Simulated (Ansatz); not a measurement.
A series in volume per atom on Ag

Periodic Kohn-Sham DFT of a crystal at fixed atoms; pressure and stress are positive in compression; the energy is the free energy less that of spherical unpolarised free atoms; site moments are those in the method's own spheres, positive along +z. The results are calculated, by Ansatz 0.2.0.

Cell of the first row (space group Fm-3m, No. 225):
```
cell vectors (Å)
   0.0000     2.0017     2.0017
   2.0017     0.0000     2.0017
   2.0017     2.0017     0.0000
atoms (fractions of the cell vectors)
Ag  0.00000  0.00000  0.00000
```

Settings of every row: method frozen-core PAW; functional PBE; relativity scalar; k mesh 15x15x15; filling fermi-dirac; smearing width 0.03 eV; wave cutoff 420 eV; paw set soft_2.

Atom start moment: 0 on all atoms.

| row | volume per atom (Å³) | pressure (GPa) |
| --- | --- | --- |
| 1 | 16.042 | 13.024 |
| 2 | 16.545 | 8.425 |
| 3 | 17.057 | ? |
| 4 | 17.569 | 1.36 |
| 5 | 18.08 | -1.249 |

Question: what pressure should row 3 give?

Worked fit of pressure. Take u = (V_r/V)^(2/3) − 1 with V_r = 17.057 Å³ an atom, which is twice the finite (Eulerian) strain; such expansions in the strain, on which the Birch-Murnaghan equation of state is built, carry the rest volume and the bulk modulus. The shown rows have u = 0.04175, 0.02053, -0.01952, -0.03809. Least squares give pressure = 4.5472 + 176.3 × u + 637.59 × u² GPa; a straight line predicts inner rows, each left out in turn, worse (root mean square 0.59 against 0.027 GPa). The rows lie off it by 0.005, -0.010, 0.011, -0.006 (root mean square 0.0084 GPa). The pressure vanishes at u = -0.0288, or V = 17.82 Å³ an atom, and there the bulk modulus at fixed shape and fractions is B = −V dP/dV = (2/3)(1 + u) dP/du = 90.4 GPa. The withheld row has u = 0, so the fit gives 4.5472 + 176.3 × (0) + 637.59 × (0)² = 4.547 GPa.

The calculation gave 4.553 GPa. The fit lies 0.006 GPa (0.042 % of the column's range) below it; its largest miss of a shown row is 0.011 GPa.
